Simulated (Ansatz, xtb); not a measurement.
**Two isomers of CH10N2OSi3**

We compare a, `C[Si@@H]1N[Si@@H](O)N[SiH2]1`, a singlet, with b, `C[Si@@H]1N[Si@H](O)N[SiH2]1`, a singlet. Both are isolated molecules in the gas phase, relaxed with r2SCAN-D4/def2-SVP; each stands in its lowest conformer found.

Energies in hartree; the thermal terms are from GFN2-xTB frequencies at re-optimised GFN2-xTB minima (ideal gas, soft modes damped towards free rotors, one conformer each, 298.15 K, 1 atm) and include the zero-point energy:

```
                               a            b
E, CCSD(T)/def2-SVP  −1095.030565  −1095.030392
    E, MP2/def2-SVP  −1094.928129  −1094.927945
  E, MP2/def2-TZVPP  −1095.771411  −1095.771244
  zero-point energy      0.115366      0.115397
       H(298 K) − E      0.127925      0.127941
       G(298 K) − E      0.078884      0.078915
```

Question: Correct the CCSD(T) difference for the basis set by the MP2 change, then work out ΔE, ΔE₀, ΔH and ΔG for a → b in kJ/mol (1 Eh = 2625.50 kJ/mol) and the equilibrium ratio [b]/[a].

Answer: 1. Differences b − a: CCSD(T) +0.000173, MP2 in the small set +0.000184, MP2 in the large set +0.000167 Eh.
2. ΔE = +0.000173 + (+0.000167 − (+0.000184)) = +0.000156 Eh = +0.41 kJ/mol.
3. ΔE₀ = ΔE + ΔZPE = +0.000156 + (+0.000031) Eh = +0.49 kJ/mol.
4. ΔH = ΔE + (+0.000016) Eh = +0.45 kJ/mol.
5. ΔG = ΔE + (+0.000031) Eh = +0.49 kJ/mol, so ΔS = (ΔH − ΔG)/T = −0.1 J/(mol K).
6. kT = 0.9442 mEh, so K = [b]/[a] = exp(−ΔG/kT) = exp(−0.20) ≈ 0.82.

The two are too close for this level to say which is favoured. An error of 4 kJ/mol in ΔG would change K by a factor of 5. Mirror images and further conformers aren't counted.

As drawn, both hold the same kinds of bond in the same numbers.

Other levels gave ΔE = +0.2 (GFN2-xTB); +1.1 (HF/STO-3G, GFN2-xTB geometries); +1.7 (r2SCAN-D4/def2-SVP//GFN2-xTB); +0.5 (r2SCAN-D4/def2-SVP); +0.5 (HF/def2-SVP); +0.5 (MP2/def2-SVP); +0.5 (CCSD(T)/def2-SVP) kJ/mol. The correlated steps freeze 19 core orbitals. Programs: Ansatz 0.2.0, xtb 6.7.1.

The two molecules are diastereomers of a five-membered Si–N–Si–N–Si ring closed by an Si–Si bond: methyl and hydroxyl lie on opposite faces in a and on the same face in b. Their near-degeneracy probably reflects weak contact between these groups. They sit on silicon atoms separated by an NH unit, the ring bonds are long, and nitrogen bonded to two silicons tends towards planarity, which leaves the ring easy to pucker and the substituents room to avoid each other. Methyl is also a poor hydrogen-bond partner for hydroxyl, so the cis arrangement gains no obvious compensating attraction.

Hartree–Fock, MP2 and CCSD(T) all give +0.5 kJ/mol in the small basis, so correlation contributes almost equally to both isomers. Geometry matters more: the r2SCAN-D4 difference falls from +1.7 to +0.5 kJ/mol on relaxation at that level, as expected for a soft ring. The computed ratio describes thermodynamic equilibrium only; interconversion requires inversion at a silicon centre or bond cleavage, so a synthesised mixture could instead keep a kinetically determined composition.
